GPAW 26.7.0 calculations with r2SCAN and PAW data sets (gpaw-data 1.2.1) for BiTe (R-3m, 2 atoms) in a fixed cell, without spin polarisation or spin–orbit coupling. The k mesh is 5×5×5, with Fermi–Dirac smearing of 0.05 eV. The sweep value is the plane-wave cutoff in eV; energies are extrapolated to zero smearing and counted from the 1000 eV value.

| sweep value | energy less tightest (meV/atom) | pressure (GPa) |
| --- | --- | --- |
| 200 | 937.9 | -2.458 |
| 250 | 671.9 | -6.940 |
| 300 | 320.0 | -6.511 |
| 350 | 114.5 | -3.909 |
| 400 | 33.5 | -2.104 |
| 500 | 3.3 | -1.101 |
| 600 | 1.1 | -1.031 |
| 800 | 0.1 | -1.017 |
| 1000 | 0.0 | -1.016 |

The energy improves with every increase of the plane-wave cutoff, but the pressure does not. At 200 eV, where the energy is at its worst, the pressure is −2.5 GPa. At 250 eV the energy is clearly better, and yet the pressure has run off to −6.9 GPa. Only from there on does it climb back, step by step, to about −1.0 GPa. The coarsest basis thus gives a pressure closer to the final one than the next three do.

This is puzzling only as long as the pressure error is taken as a measure of how poor the basis is. Between 200 and 400 eV the energy error, counted from the 1000 eV value, shrinks by a factor of 28. The pressure error, counted in the same way, shrinks by a factor of only 1.3. The two errors evidently measure different things: the energy error is the height of the convergence curve above its end, while the pressure error follows the slope of that curve.

The reason lies in how a plane-wave program obtains a pressure. It asks how the energy responds when the cell is stretched slightly, and it stretches the plane waves along with the cell. The number of waves stays the same, but each of them becomes longer, so the stretched crystal is described by a coarser basis. If the basis was incomplete to begin with, this coarsening costs energy. The program reads the cost as a resistance to expansion, that is, as an inward pull, which appears as a negative contribution to the pressure. This false contribution is known as Pulay stress.

A single particle held in a narrow well in the middle of a wide box shows the same effect. Its true energy hardly depends on the size of the box, because it stays far from the walls. Described by a fixed number of standing waves, however, it rises in energy when the box is stretched, since the shortest wave has become longer and the particle's narrow wave function is followed less closely. The particle then seems to pull the walls inward. The comparison explains the sign of the error, but it leaves out the real stress of the chemical bonds and does not tell at which cutoff the energy of BiTe falls fastest.

For the crystal the argument can be put into a formula. Let $U$ be the energy per atom, $V$ the volume per atom and $E$ the cutoff. The number of plane waves grows as $V E^{3/2}$, so keeping that number fixed during a stretch makes the effective cutoff fall as $V^{-2/3}$. The pressure $P$ then differs from its final value $P_\mathrm{f}$, the one at 1000 eV, by

$$P-P_\mathrm{f}\approx\frac{2}{3}\,\frac{E}{V}\,\frac{\mathrm{d}U}{\mathrm{d}E}.$$

Since $U$ falls as $E$ rises, the right-hand side is negative. The formula assumes that the pressure would already have its final value if the cutoff, instead of the number of waves, were held fixed during the stretch. This is plausible because most of the basis error sits close to the atoms, where waves up to a given energy do equally well in a slightly larger cell.

The slope at a single cutoff can't be read reliably from a coarse list of values, so it is better to add up the formula over a whole step. The energy gained between two cutoffs $E_1$ and $E_2$ should then be

$$U(E_1)-U(E_2)\approx-\frac{3}{2}\,V\,\overline{(P-P_\mathrm{f})}\,\ln\frac{E_2}{E_1},$$

where the bar marks the mean pressure error over the step, taken halfway between the values at its two ends. The formula has no adjustable constant. It turns the pressure column into an estimate of the energy differences.

The step from 200 to 250 eV is the critical one, because it contains the odd first row. Its two pressures lie 1.442 and 5.924 GPa below the final one, which gives a mean error of −3.683 GPa. With 33.72 Å³ per atom, and with 160.2 GPa to one eV/Å³,

$$\frac{3}{2}\times 33.72\times\frac{3.683}{160.2}\times\ln\frac{250}{200}\approx 0.26\ \mathrm{eV}.$$

The energies in the table differ by 937.9 − 671.9 = 266.0 meV/atom, and the estimate falls short of this by about 2 %. The mild pressure at 200 eV therefore fits the same rule as the large one at 250 eV.

By this rule it is mild because the energy curve is less steep there than at 250 eV. Put into the first formula, the pressure error at 200 eV corresponds to a gain of roughly 2 meV/atom for each additional eV of cutoff, and the one at 250 eV to roughly 7. The average slope of the energies over this step, 5.3 meV/atom per eV, lies between the two, as it should, but the gentler slope at 200 eV is itself inferred from the pressure and not seen directly in the energies. The energies themselves show the steepest fall between 250 and 300 eV, in the region where the pressure is worst. At 200 eV the basis error is the largest in the table, but a small change of the cutoff alters it less than at 250 eV. A small stretch of the cell accordingly does less harm.

The table doesn't show why the curve is gentler at 200 eV than just above. This can't be the true beginning of the curve: with far fewer waves the valence electrons could hardly be described at all, so the energy must lie much higher at still lower cutoffs. The gentle stretch is therefore expected to be a shoulder on a longer descent. Such a shoulder can arise because a valence function doesn't draw equally on waves of every length; where it needs little of the next waves, adding them gains little. The levelling off at high cutoff is expected too, since only weak, fine detail is left to improve. The 5d electrons of bismuth, where the potential treats them as valence electrons, are a likely source of the steep part. That is a guess, which a repeat with these electrons frozen into the core would test.

The output printed below makes the same comparison for every step. Together the pressures account for 921 of the 938 meV/atom by which the energy falls, although this close agreement in the sum owes something to misses of opposite sign. That the program's pressure contains Pulay stress follows from the way it is computed. What the comparison tests is the assumption that little else is wrong with the pressure at low cutoff, and this holds well for the large steps.

Among the steps up to 500 eV, the estimate has its largest relative miss from 400 to 500 eV, where it exceeds the computed energy gain by 37 %. Beyond 500 eV the relative misses are of similar size or larger, but they concern gains of a few meV/atom at most. From 400 to 500 eV the pressure error dies away quickly, and a value halfway between the ends overstates its mean. A decay that is exponential in the logarithm of the cutoff, drawn between the same two ends, turns the excess into a shortfall of 8 %, so the way of averaging can account for most of the miss. From 250 to 300 eV the estimate is 7 % too low. There a straight line may cut off the top of the hump, or the basis error may depend somewhat on volume even at fixed cutoff; the comparison can't separate the two.

The energy error does not decay at one steady rate either. It shrinks by a factor of about 3 from 200 to 300 eV, by about 10 in each of the next two steps of 100 eV, and again by only 3 from 500 to 600 eV. Extending the fast middle part would promise an error of 0.3 meV/atom at 600 eV, whereas the table has 1.1. A cutoff for tight energy differences should therefore be checked directly and not extrapolated from the steep part of the curve.

For practical work, the pressure needs its own test whenever the cell is to be relaxed. At 400 eV the false inward pull is 1.1 GPa, as large as the final pressure itself, and a relaxation at that cutoff would shrink the cell too far. At 500 eV the pull has dropped to less than 0.1 GPa. A rough warning can be had from two energies alone: if the energy still falls steeply from one cutoff to the next, the pressure in between is too negative, by an amount that the first formula estimates. The forces on the atoms can't give this warning, because symmetry makes them zero at any cutoff.

The pressure of −1.0 GPa that remains at high cutoff is no longer a basis error. It means that this cell, a distorted rocksalt arrangement used as it stands, would contract somewhat at this level of theory. Its exact value may still shift with a denser k mesh, which matters for a metal, and with spin-orbit coupling, which is left out here although both elements are heavy.

Printed output of the fit:

```
Pressure error and steepness of the energy curve (step ends at the row):
   row  pressure less final (GPa)  energy fall per eV of cutoff (meV/atom)
   200                     -1.442                                      n/a
   250                     -5.924                                     5.32
   300                     -5.495                                    7.038
   350                     -2.893                                     4.11
   400                     -1.088                                     1.62
   500                     -0.085                                    0.302
   600                     -0.015                                    0.022
   800                     -0.001                                    0.005
  1000                          0                                   0.0005
Step that ends at the row:
   row  computed energy fall (meV/atom)  fall from pressures (meV/atom)  miss (meV/atom)  mean pressure error (GPa)  pressure error from energies (GPa)
   250                              266                           259.5            -6.55                     -3.683                              -3.776
   300                            351.9                           328.6           -23.27                      -5.71                              -6.114
   350                            205.5                           204.1             -1.4                     -4.194                              -4.223
   400                               81                           83.91             2.91                      -1.99                              -1.921
   500                             30.2                           41.32            11.12                    -0.5865                             -0.4287
   600                              2.2                           2.878           0.6779                      -0.05                            -0.03822
   800                                1                          0.7266          -0.2734                     -0.008                            -0.01101
  1000                              0.1                         0.03522         -0.06478                    -0.0005                            -0.00142
Sum of the energy falls from the pressures (meV/atom): 921
Miss of that sum (percent): -1.797
Miss of the step 200 to 250 eV (percent): -2.462
Miss of the step 250 to 300 eV (percent): -6.613
Miss of the step 400 to 500 eV with straight-line mean (percent): 36.81
Fall from 400 to 500 eV with exponential mean (meV/atom): 27.71
Miss of that fall (percent): -8.23
Energy error at 200 eV over that at 400 eV (ratio): 28
Pressure error at 200 eV over that at 400 eV (ratio): 1.325
Energy error shrinks from 200 to 300 eV by the factor: 2.931
Energy error shrinks from 300 to 400 eV by the factor: 9.552
Energy error shrinks from 400 to 500 eV by the factor: 10.15
Energy error shrinks from 500 to 600 eV by the factor: 3
```
